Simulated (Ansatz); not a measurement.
## Computed against measured: atomisation enthalpy at 298 K

6 molecules without hydrogen; the atomisation enthalpy at 298 K in kJ/mol, computed less measured. Shapes, held fixed at every level: PBE0-D4/def2-TZVP. Thermal terms are harmonic and unscaled (PBE0-D4/def2-TZVP); the spin-orbit lowering of the free atoms is taken from their spectra. Programs: Ansatz 0.2.0. Measured values: Active Thermochemical Tables, NIST-JANAF tables.

Levels: A = B2PLYP/def2-TZVPP; B = MP2/def2-SVP; C = CCSD(T)/CBS estimate.

| molecule | from tabulated heats | A | B | C |
| --- | --- | --- | --- | --- |
| NOF (nitrosyl fluoride) | 867 | +16 | -37 | +14 |
| C2N2 (bisisocyanide) | 1766 | +2 | -43 | -18 |
| SiCl4 (silicon tetrachloride) | 1598 | -57 | -114 | 0 |
| SClO2F (sulfuryl chloride fluoride) | 1533 | -55 | -279 | -7 |
| SF4 (sulfur tetrafluoride) | 1358 | -34 | -193 | +5 |
| B(BCl2)Cl2 | 2115 | -40 | -2 | -26 |

Problem. Which level does best on this set, which worst, and which err to one side?

Solution. 
```tsv
level	kind	mean error	mean absolute error	worst case
B2PLYP/def2-TZVPP	double hybrid	-28.0	34.0	SiCl4
MP2/def2-SVP	perturbation theory	-111.3	111.3	SClO2F
CCSD(T)/CBS estimate	coupled cluster or CI	-5.3	11.7	B(BCl2)Cl2
```

On this set CCSD(T)/CBS estimate has the smallest mean absolute error and MP2/def2-SVP the largest. B2PLYP/def2-TZVPP is too low in 4 of 6; MP2/def2-SVP is too low in 6 of 6. The heats of SF4 (sulfur tetrafluoride) come from older tables and can be uncertain by 10 kJ/mol or more. Heats of the atoms come from ATcT where it has them, that of boron, 570 kJ/mol, from recent work. The levels differ in basis as well as in method. The tabulated values of NOF, SClO2F, B(BCl2)Cl2 are in doubt (older tables, estimates, or at odds with other calculations) and kept here. Over the 3 molecules whose values aren't doubted the mean absolute errors are A 31.0; B 116.7; C 7.7. Correlated wave functions converge slowly with the basis. The CBS estimate extrapolates MP2 from def2-TZVPP and def2-QZVPP and adds CCSD(T) − MP2 in the triple-zeta set, cores frozen. The set is small.

MP2/def2-SVP falls furthest short for the two sulfur(IV) and sulfur(VI) halides, SF4 (-193) and SClO2F (-279), with SiCl4 next. The gap to coupled cluster is similarly large there, and since the tabulated heat cancels in that comparison, doubtful reference data can't explain it. These centres form several strongly polar bonds, and their electron density needs flexible d functions to polarise towards fluorine, oxygen or chlorine. The d functions act as polarisation functions, not as valence orbitals of an expanded octet. A split-valence set supplies few of them and also recovers too little pair correlation in the bonds.

Near the basis limit MP2 tends to overbind, so the shortfall probably reflects the basis more than second-order theory. B(BCl2)Cl2 breaks the pattern: there MP2 binds more strongly than coupled cluster, which suggests that its -2 comes from cancelling errors. The ranking therefore applies to these combinations of method and basis, and doesn't show that B2PLYP is intrinsically better than MP2.
